A shell of $q$ electrons contains $q(q-1)/2$ repelling pairs, but the Hartree energy of its density counts $q^2/2$, because each electron also repels its own charge cloud. At whole numbers of electrons an exchange-correlation functional can cancel the surplus well enough to give good total energies. Between whole numbers the cancellation is poor. The exact energy runs in straight segments from one integer to the next, whereas a semilocal functional such as PBE gives a smooth curve that keeps much of the Hartree parabola, locally $E(q) = aq + \tfrac12 U q^2$ with a curvature $U>0$. An ionisation energy IE taken as a difference of total energies measures the chord of this curve, $E(q-1)-E(q) = -a - U(q-\tfrac12)$. By Janak's theorem the orbital eigenvalue $\varepsilon$ is its slope, $\varepsilon = a + Uq$ at the upper end. Subtracting,

$$\mathrm{IE} + \varepsilon = \tfrac12 U .$$

In the limit of a straight segment the gap vanishes and $-\varepsilon$ is the ionisation energy. In the opposite limit, a frozen orbital with nothing cancelled, $U$ is the full Coulomb self-repulsion $F^0$ of the orbital, which scales as the inverse of its size. Compact orbitals should therefore have the worst eigenvalues.

Singly charged 3d ions, Sc⁺ to Zn⁺, computed as spherical all-electron atoms with the radks radial solver and Libxc, using spin-polarised, scalar-relativistic Kohn-Sham theory with the PBE functional and a Fermi nucleus. Configurations are NIST's ground configurations, with open shells filled at highest spin. Ionisation energies are differences of total energies.

```
species   Z  electrons  configuration  electron removed from  ionisation energy (eV)  −ε(highest occupied) (eV)  highest level mean radius (bohr)  highest level  NIST table (eV)  stated uncertainty (eV)  computed less table (eV)  −ε / IE
    Sc+  21         20   [Ar] 3d1 4s1                     4s                 13.1508                     10.234                            3.3200          4s up         12.79977                  0.00025                     0.351    0.778
    Ti+  22         21   [Ar] 3d2 4s1                     4s                 14.0682                     10.940                            3.1313          4s up          13.5755                   0.0025                     0.493    0.778
     V+  23         22       [Ar] 3d4                     3d                 15.8108                      9.862                            1.5188          3d up           14.634                    0.007                      1.18    0.624
    Cr+  24         23       [Ar] 3d5                     3d                 17.2545                     10.926                            1.3831          3d up        16.486305                  1.5e-05                     0.768    0.633
    Mn+  25         24   [Ar] 3d5 4s1                     4s                 16.2987                     12.617                            2.7444          4s up         15.63999                    7e-05                     0.659    0.774
    Fe+  26         25   [Ar] 3d6 4s1                     4s                 16.8618                     13.070                            2.6564          4s up         16.19921                    5e-05                     0.663    0.775
    Co+  27         26       [Ar] 3d8                     3d                 17.9762                     11.246                            1.1680        3d down          17.0844                   0.0012                     0.892    0.626
    Ni+  28         27       [Ar] 3d9                     3d                 19.5588                     12.478                            1.0845        3d down        18.168838                  2.5e-05                      1.39    0.638
    Cu+  29         28      [Ar] 3d10                     3d                 21.0704                     13.659                            1.0148             3d         20.29239                    6e-05                     0.778    0.648
    Zn+  30         29  [Ar] 3d10 4s1                     4s                 18.7345                     14.521                            2.3888          4s up         17.96439                  0.00025                     0.770    0.775
```

The species are singly charged ions of nuclear charge $Z$, so these are the second ionisation energies of the elements, M⁺ → M²⁺, from spherical, spin-polarised, scalar-relativistic PBE. The rows describe two different processes. Sc⁺, Ti⁺, Mn⁺, Fe⁺ and Zn⁺ lose a 4s electron, V⁺, Cr⁺, Co⁺, Ni⁺ and Cu⁺ a 3d electron, and in every row the highest level belongs to the shell that is ionised. Each set rises with $Z$, and the two drops in the series, Cr⁺ to Mn⁺ and Cu⁺ to Zn⁺, fall where removal switches from 3d to 4s. The stated uncertainties of the NIST values are at most 0.007 eV, so every discrepancy discussed here belongs to the calculation.

The eigenvalue fails by the most. Its negative, $-\varepsilon$, lies 2.6 to 6.6 eV below the NIST value, by 2.96 eV on average for the 4s rows and 5.70 eV for the 3d rows, while the energy difference is too high by 0.79 eV on average. The failure can be recognised with no measurement at all, since the gap $\mathrm{IE}+\varepsilon$ needs only two computed columns. Ordered by the mean radius $\langle r\rangle$ of the highest level, the gap grows through all ten rows as the orbital shrinks, from 2.92 eV for the 3.32 bohr 4s orbital of Sc⁺ to 7.41 eV for the 1.01 bohr 3d orbital of Cu⁺. That ordering is shown by the numbers. That curvature from self-interaction causes it is the argument above, which assumes $\varepsilon$ linear in the occupation, something integer occupations do not test. Janak's theorem is also only approximate here, because the scalar-relativistic density holds large components alone; the small component is a slight part of a valence orbital at these $Z$, so this should matter little beside gaps of several eV.

The frozen limit can be given a size. For a nodeless Slater orbital $r^{n-1}e^{-\zeta r}$, the mean radius is $\langle r\rangle = (2n+1)/2\zeta$ and the self-repulsion is $F^0 = (\zeta/n)\,[1-\binom{4n}{2n}/2^{4n}]$ in atomic units. The exponent cancels in the product, and $\tfrac12 F^0\langle r\rangle = 0.452$ hartree bohr for both $n=3$ and $n=4$. For Zn⁺, with 1 hartree = 27.2 eV, the frozen gap is $0.452 \times 27.2/2.389 = 5.15$ eV, against a computed $18.7345 - 14.521 = 4.21$ eV, which is 0.82 of it. Nothing is fitted in this estimate. The same sum for Cu⁺ gives $0.452\times 27.2/1.015 = 12.1$ eV, of which the computed 7.41 eV is only 0.61. All ten gaps lie below the frozen value, as theory requires qualitatively: exchange and correlation bend the curve the other way, and the remaining electrons contract as charge is removed, which screens the change. How much each contributes cannot be separated with these columns, and the real orbitals are not single Slater functions, so the fractions carry a shape error too.

For 4s the inverse-size law holds well. The product of gap and radius stays between 0.356 and 0.371 hartree bohr, and a straight-line fit of log gap on log radius through the five 4s rows gives the power $-1.13$, with no row off by more than 1.2 % of the fitted gap. This also accounts for the nearly constant ratio $-\varepsilon/\mathrm{IE}$ of 0.774 to 0.778, which is no separate fact. A Rydberg-like s electron outside a core of net charge $z$, with effective quantum number $n^*$, has $\mathrm{IE} = z^2/2n^{*2}$ and $\langle r\rangle \approx 3n^{*2}/2z$, so that $\mathrm{IE}\,\langle r\rangle = 3z/4$, or 1.5 for $z=2$; the table gives 1.60 to 1.65 hartree bohr. Gap and IE both go as $1/\langle r\rangle$, and their quotient is fixed: for Zn⁺, $1 - 0.370/1.65 = 0.776$. Because the gap times radius does not depend on $z$ while IE times radius grows with it, the same argument says that an outer s eigenvalue is relatively worse in a neutral atom and relatively better in a more highly charged ion.

For 3d the law is too steep. The same fit through the five 3d rows gives the power $-0.52$, and a single constant $c/\langle r\rangle$ fitted by least squares to all ten rows ($c = 0.305$ hartree bohr) misses by 0.57 eV rms and overshoots the gap of Cu⁺ by 0.77 eV. The fraction of the frozen value falls at each step from 0.74 at d⁴ to 0.61 at d¹⁰. A likely reading, though a guess, is that the electrons left in the d shell occupy the same region as the hole and screen it better the more of them there are, while a 4s electron lies outside a core that hardly notices its departure. Radius and d count change together in these rows, so the power itself has no physical meaning. The rule that a more compact orbital has a lower $-\varepsilon/\mathrm{IE}$ holds between the shells, 0.62 to 0.65 against 0.77 to 0.78, but not within 3d, where the most compact orbital, that of Cu⁺, has the highest ratio. The gap in eV is the quantity that follows size.

A gap that depends on the shell corrupts trends as well as values. From Ti⁺ to V⁺ the computed IE rises by 1.743 eV, but the gap jumps from 3.128 to 5.949 eV, an increase of 2.821 eV, and $-\varepsilon$ therefore falls by 1.078 eV where the NIST value rises by 1.059 eV. The same reversal occurs at all four changes of shell (Ti⁺ to V⁺, Cr⁺ to Mn⁺, Fe⁺ to Co⁺, Cu⁺ to Zn⁺) and at none of the five steps within a shell. Read from eigenvalues, Zn⁺ is harder to ionise than Cu⁺, although the measured value is 2.33 eV lower. The energy difference has the right sign at all nine steps. In this series PBE eigenvalues can be compared in order only among orbitals of the same kind.

The energy difference largely escapes the curvature because it uses whole numbers of electrons only (although a spherical open shell still spreads them fractionally over its five orbitals), and it gets the spin structure of the d shell about right. Cr⁺ loses a majority-spin electron from a half-filled shell, with four parallel partners to exchange with; Co⁺ loses a minority-spin electron with two. Three more protons and three more electrons raise the ionisation energy by only 0.60 eV in the NIST values and 0.72 eV in the calculation, when one more proton and one more electron within a spin channel raise it by about 1.5 eV in the computed steps. Each such step also adds a parallel partner, so three of them from Cr⁺ would give 4.5 eV and seven partners, where Co⁺ has two. The shortfall of about 3.8 eV spread over five missing pairs is about 0.76 eV a pair, which can be set against the mean d-d exchange $(F^2+F^4)/14$. The run records list the 3d Slater integrals $F^2$ and $F^4$ needed for this, but they are not among the columns here. A nodeless 3d Slater orbital of the tabulated radius gives a rough substitute, $0.056/\langle r\rangle$ hartree, or about 1.1 eV for Cr⁺ and 1.3 eV for Co⁺. The shortfall per pair is thus of the right order but clearly smaller. Correlation, which weakens the preference for parallel spins, could account for part of the difference, and so could the assumption that three equal steps can be added up. Exchange counting explains the direction of the effect and its rough size, not its exact value. Hund's first rule, highest spin, is carried by the spin-polarised density. The second rule, highest orbital angular momentum $L$, cannot be carried by a spherical density, and this second failure is again a matter of counting.

At highest spin only one spin channel of the d shell is open, and its $p$ electrons choose among five $m$ orbitals in $\binom{5}{p}$ ways: 5, 10, 10, 5 and 1 for $p = 1$ to 5. Five states make one D term and a single state makes an S term, so d¹, d⁴, d⁶, d⁹ (D) and d⁵, d¹⁰ (S) have only one term of highest spin. Ten states, with largest $M_L = 3$, split into an F term of seven and a P term of three, and this is the case for d², d³, d⁷ and d⁸. Slater-Condon theory puts ³F of d² at $A - 8B$ and ³P at $A + 7B$, where $A$ and $B$ are Racah parameters of the d-d repulsion, and the same separation of $15B$ holds in the other three counts. The weighted mean is $A + (7\times(-8) + 3\times 7)B/10 = A - 3.5B$, so the F ground term lies $4.5B$ below it. A spherical density spreads the electrons evenly over the five orbitals and is blind to this choice. Taking its energy to stand for the mean is an approximation of the argument, since a Kohn-Sham energy with fractional occupations is not exactly an average of determinants.

The consequence for an ionisation energy depends on which end is affected. If only the product has an F term, the real product lies $4.5B$ lower than the spherical one and the computed IE is too high by that much in addition to any other error. If both ends have one, the omission largely cancels. Let $k$ be 1 for the first case and 0 when both ends or neither have an F term. V⁺ (d⁴ → d³) and Ni⁺ (d⁹ → d⁸) have $k=1$. Ti⁺ (d² kept) and Co⁺ (d⁸ → d⁷) are cancelling cases, and the other six rows have no F term at either end. The two rows picked out by the count are the two largest errors in the table, 1.18 and 1.39 eV, or 8.0 and 7.7 % of the NIST value, when no other row exceeds 0.89 eV or 5.2 %. By the same count a removal such as d⁷ → d⁶, with the F term at the start only, should show an error smaller than its neighbours.

The size also fits. With a rough recalled $B$ of 1100 cm⁻¹ for Ni²⁺, the lowering is $4.5\times 1100 = 4950$ cm⁻¹, or 0.61 eV. Added to the 0.778 eV error of the neighbour Cu⁺, which has $k=0$, this gives 1.39 eV for Ni⁺, and the table has 1.39 eV; no fit enters, but $B$ is recalled to two figures only and the error of Cu⁺ is assumed to carry over to Ni⁺. For V⁺ a rough recalled $B$ of 760 cm⁻¹ gives 0.42 eV, against an excess of 0.409 eV over Cr⁺. Since $B$ is a Coulomb integral it should scale as $1/\langle r\rangle$, and the ratio of the two excesses, 1.50, is near the inverse ratio of the radii, 1.40, although these are radii of the singly charged ions while $B$ belongs to the products. A least-squares fit of the error to $b + ck/\langle r\rangle$ over the five 3d rows gives $b = 0.81$ eV and $c = 0.605$ eV bohr with an rms residual of 0.047 eV, the worst row being Co⁺ at +0.08 eV. With two parameters, five points and only two rows fixing $c$, this is modest support and no proof.

The sign of this failure in the computed numbers is that they are too smooth. From Co⁺ to Ni⁺ to Cu⁺ each step adds a proton and a minority-spin electron, and the computed energies rise by nearly equal amounts, 1.58 and 1.51 eV. The NIST steps are 1.08 and 2.12 eV, because the real Ni⁺ value is pulled down by the stability of ³F Ni²⁺. A lowering $\delta$ of the middle row adds $2\delta$ to the second difference, so the NIST and computed second differences, $+1.039$ and $-0.071$ eV, should differ by $9B$ provided the remaining error is linear over the three rows. This gives $1.110/9 = 0.123$ eV, or 995 cm⁻¹, about 10 % below the 1097 cm⁻¹ implied by the comparison with Cu⁺ alone. These numbers fix $B$ no better than that spread.

Two simpler readings of the 3d errors do not survive. If the error followed compactness, as the eigenvalue gap does, a fit to $b + c/\langle r\rangle$ would absorb it; over the same five rows the slope comes out near zero and the rms residual is 0.24 eV. Cu⁺ has the largest gap and almost the smallest 3d error, level with Cr⁺. A constant fraction of the NIST value, fitted through the origin at 5.7 %, leaves 0.29 eV. The two failures thus follow different patterns in these rows: the gap rises steadily as the orbital shrinks, while the error picks out particular d counts.

The near-perfect match for Ni⁺ is partly luck, since the calculation has no spin-orbit coupling and the measured energies connect the lowest fine-structure levels. In a shell more than half full the lowest level has $J = L+S$ and lies $\zeta_{so} L/2$ below the term's centre, where $\zeta_{so}$ is the one-electron spin-orbit constant, of order 0.1 eV for the late ions. Cu⁺ → Cu²⁺ goes from ¹S to ²D, so its error contains a full $\zeta_{so}$. Ni⁺ → Ni²⁺ goes from ²D to ³F, lowered by $\zeta_{so}$ and $1.5\,\zeta_{so}$, and keeps only about half. Allowing for this would widen the excess of Ni⁺ over Cu⁺ by some hundredths of an eV. Co⁺ sits 0.12 eV above the mean error of Cr⁺ and Cu⁺, where the count predicts nothing. Spin-orbit coupling does not remove this, as it roughly cancels between the two F terms of cobalt while inflating the errors of the rows used for comparison. An incomplete cancellation, from the larger $B$ of the more compact Co²⁺, has the right sign, but whether it has the right size is a guess.

What neither count explains is that every row is too high. For 3d the common part is about 0.8 eV. For 4s the error grows with $Z$ from 0.35 eV at Sc⁺ to 0.77 eV at Zn⁺; a straight line through the five rows has a slope of 0.044 eV per unit $Z$ but misses by up to 0.07 eV, ten times the largest NIST uncertainty, so the growth is not linear. Two rows narrow the cause. Mn⁺ (⁷S → ⁶S) and Zn⁺ (²S → ¹S) are S states at both ends, for which a spherical density is exact in shape and first-order spin-orbit coupling vanishes. Their errors, 0.66 and 0.77 eV, can be laid to neither approximation, and Breit and QED terms, also left out, are generally far smaller than this for valence electrons at such $Z$. By elimination, PBE itself overbinds the 4s electron in these two ions. That it does so by overestimating exchange and correlation between the 4s electron and the d shell beneath it would suit the growth with d count, but it is an untested guess.

No such clean case exists for 3d removal, which always has a D or F term at one end at least. For Cr⁺ and Cu⁺ the starting ion is an S state and the product a D state. Releasing the spherical constraint cannot raise the product's energy, so by the variational principle it can only lower these two ionisation energies, by an amount that these runs do not determine; their 0.77 and 0.78 eV therefore mix the functional's error with spherical averaging and spin-orbit coupling. The configurations are also imposed from the NIST tables, which is the right choice for comparing like with like, but whether PBE would find them lowest in ions where 3dⁿ and 3dⁿ⁻¹4s compete is untested. Steps between neighbours inherit only the change in error, and across the nine steps that change ranges from under 0.01 eV (Mn⁺ to Fe⁺, Cu⁺ to Zn⁺) to 0.68 eV (Ti⁺ to V⁺, computed 1.74 against 1.06 eV). The four worst steps are the four that have V⁺ or Ni⁺ at one end.
